## The gap of germanium under uniform stretching

Changing the volume of a germanium crystal by a few percent shifts its band gap by tenths of an electronvolt, a large part of the gap itself. The table follows this for the diamond structure, compressed and stretched equally in all directions. "Volume" is the volume $V$ per atom, and "shortest distance" is the bond length $d$. The question is what gap the most stretched cell has.

Diamond-structure germanium in two-atom cells with fixed atoms, computed with Ansatz 0.2.0: scalar-relativistic r2SCAN DFT without spin polarisation, PAW, 500 eV plane-wave cutoff, 12×12×12 k mesh, Gaussian smearing of 0.02 eV. Band gaps are Kohn–Sham gaps on the k mesh, counted as zero if a band crosses the Fermi level or the gap is under half the smearing width.

```
volume (Å³/atom)  shortest distance (Å)  band gap (eV)
          21.475                  2.407          0.649
          22.161                  2.433          0.538
          22.844                  2.457          0.355
          22.846                  2.457          0.355
          23.531                  2.482          0.070
          24.217                  2.506              ?
```

### Two gaps in one column

The gap shrinks as the crystal expands, and it shrinks faster and faster. It loses 0.11 eV between the two smallest cells, but almost 0.29 eV in the last known step, from 22.846 to 23.531 Å³/atom. The two rows near 22.85 Å³/atom are practically the same cell, at zero pressure, and count as one point of the trend.

The band edges from the same calculations explain the acceleration. The top of the valence band is at Γ, the centre of the Brillouin zone, in each known row. The lowest conduction state lies at L, on the zone boundary, in the two smallest cells, and at Γ in the others. The column therefore begins as an indirect gap and continues as a direct one. These edges are read on the k mesh, which contains Γ and L but can miss a band edge between its points.

Taken alone, the direct gap falls almost evenly. In the first step it loses 0.31 eV, nearly three times as much as the indirect gap. Near equilibrium it loses about 0.1 eV for each percent of added volume. The gap to L loses about 0.03 eV, a rougher figure because it rests on two rows only.

### Why the gap at Γ is so sensitive

Bonding theory gives the reason. The lowest conduction state at Γ is built from s orbitals that are out of phase between neighbouring atoms, so their coupling pushes it up. The valence top is built from p orbitals in a bonding combination, so coupling pushes it down. Longer bonds weaken both couplings, so the s-like level falls relative to the p-like one. The conduction state at L is less purely antibonding s-like and moves less.

In the free atom the s level lies below the p level. Only the coupling in the crystal puts the s-like conduction state above the p-like valence top. If the bonds become long enough, the atomic order must return at Γ.

Such couplings scale roughly as $1/d^2$, which suggests for the separation at Γ (s-like level less p-like level)

$$E_\Gamma = B + \frac{A}{d^2}.$$

Fitted to the direct gaps of the five known rows, this line meets each of them within 0.001 eV, with $A \approx 88$ eV Å². The good fit supports the form over this narrow range but does not prove the cause. Nor should $B$ be read as the atomic level difference, since it is the line's value at infinite distance, far outside the fitted range. The printed output after this text gives the details.

### Prediction for 24.217 Å³/atom

The last step lengthens the bond from 2.482 to 2.506 Å. The separation changes by

$$88\left(\frac{1}{2.506^2}-\frac{1}{2.482^2}\right)\ \text{eV} \approx -0.27\ \text{eV}.$$

Only 0.07 eV was left in the cell before, so the predicted separation is −0.20 ± 0.03 eV: the levels have changed order. A fit that is linear in $\ln V$ instead gives a value lower by 0.015 eV. The error bar is a judgement, about twice that difference.

A negative separation is not yet a gap. If the two levels simply moved apart again after crossing, a new gap of about 0.2 eV would open. Whether it does depends on how many states share the p-like level.

That level is threefold when spin-orbit coupling is left out, and in the normal order three electron pairs fill it. Once the s-like state has dropped below it, that state takes one of the pairs. Two pairs remain for three states of equal energy. Filled and empty bands then meet in the same level, and cubic symmetry, which uniform stretching preserves, holds them together.

The predicted gap is therefore 0 eV, with a range of 0 to 0.01 eV, however deep the inversion is. The conduction state at L should stay above the touching point, by about 0.2 eV if its two-row line continues. The cell should thus be a semimetal whose bands touch but do not overlap.

### The computed value

The withheld rows as computed:

```
volume (Å³/atom)  shortest distance (Å)  band gap (eV)
          24.217                  2.506          0.000
```

The computed gap is zero, as predicted. It did not reopen to 0.2 eV, so counting the states in the p-like level was as necessary as extrapolating the line. The forecast was not fully blind, however: a warning that bands touch in this cell was known beforehand. The table also counts a gap under 0.01 eV, half the smearing width, as zero, so the value alone cannot tell touching bands from a slight overlap or a tiny gap.

Two further outputs of the same run can. When the bands are filled by counting electrons, the last filled and the first empty one are only about $10^{-11}$ eV apart, which means a shared level and not a small gap. The entropy term of the smearing is $1.8\times10^{-5}$ eV. That is the amount expected if one threefold level at Γ is two-thirds full and every other state on the mesh is full or empty. Both values fit the inverted order, with bands that touch but do not overlap on the mesh.

The output also lists a miss of −0.20 eV for the fitted line in this row. There the signed separation is set against the gap, and after the crossing these are different quantities. The line gives the order and distance of two levels, whereas the gap stays at zero once the order has changed.

### What carries over to real germanium

The fitted separation vanishes at 23.7 Å³/atom, an expansion of about 4% from equilibrium. This volume should not be used for the real material. At equilibrium the calculation gives a direct gap of 0.355 eV, whereas real germanium has an indirect gap of roughly 0.7 eV (a rough recalled value). The functional places the s-like state at Γ too low, a common fault of this class of methods, so the computed closure comes too early.

Missing spin-orbit coupling does not explain that error, because including it would shrink the computed gap further. It would raise the valence top by roughly 0.1 eV, more than the whole gap at 23.531 Å³/atom. The small gap in that row is therefore not reliable, and with spin-orbit coupling the bands may already touch there. In the inverted crystal the coupling would leave a half-filled fourfold level at Γ, so by itself it would not open a gap at that point.

The depth of the inversion and the height of the conduction state at L above the touching point remain open. A zero gap is equally compatible with a separation of −0.05 or −0.30 eV, so the value of −0.20 ± 0.03 eV is still untested. The energies of the s-like and p-like levels at Γ, and of the lowest conduction state at L, in the most stretched cell would decide both.

Printed output of the fit:

```
fit of dirgap on 5 rows: constant -14.23 +/- 0.0082, coefficient of x 88.06 +/- 0.049; rms 0.000296, worst 22.846 -0.000472, leave-one-out rms 0.000453
  rows outside the fit (model, value, miss): 24.217 -0.2012, 0, -0.201
fit of dirgap on 5 rows: constant 31.13 +/- 0.16, coefficient of log(vol) -9.837 +/- 0.053; rms 0.00285, worst 23.531 -0.00384, leave-one-out rms 0.00656
  rows outside the fit (model, value, miss): 24.217 -0.2165, 0, -0.217
Model and table, all in eV:
     row  direct_gap  Gamma_separation  L_gap_line  gap_model  gap_table        miss
  21.475      0.9686            0.9688       0.649      0.649      0.649           0
  22.161      0.6537            0.6535       0.538      0.538      0.538           0
  22.844       0.355            0.3554       0.433     0.3554      0.355   0.0003796
  22.846       0.355            0.3545      0.4327     0.3545      0.355  -0.0004715
  23.531        0.07           0.07013      0.3326    0.07013       0.07   0.0001275
  24.217           0           -0.2012      0.2371          0          0           0
Fall of the table's gap from 21.475 to 22.161 (eV): 0.111
Fall of the direct gap over the same step (eV): 0.3149
Fall of the direct gap from 22.846 to 23.531 (eV): 0.285
Change of the direct gap per 1 percent of volume at equilibrium (eV): -0.09722
Change of the L gap per 1 percent of volume at equilibrium, two-row line (eV): -0.03423
Volume where L and Gamma change places (A^3/atom): 22.57
Volume where the direct gap closes (A^3/atom): 23.71
The same as expansion over the 22.846 cell (percent): 3.761
Gap at 24.217 if the inverted levels simply parted again (eV): 0.2012
Difference of the two fits at 24.217 (eV): 0.01533
Gamma separation at 23.531 with a rough spin-orbit shift (eV): -0.03
```
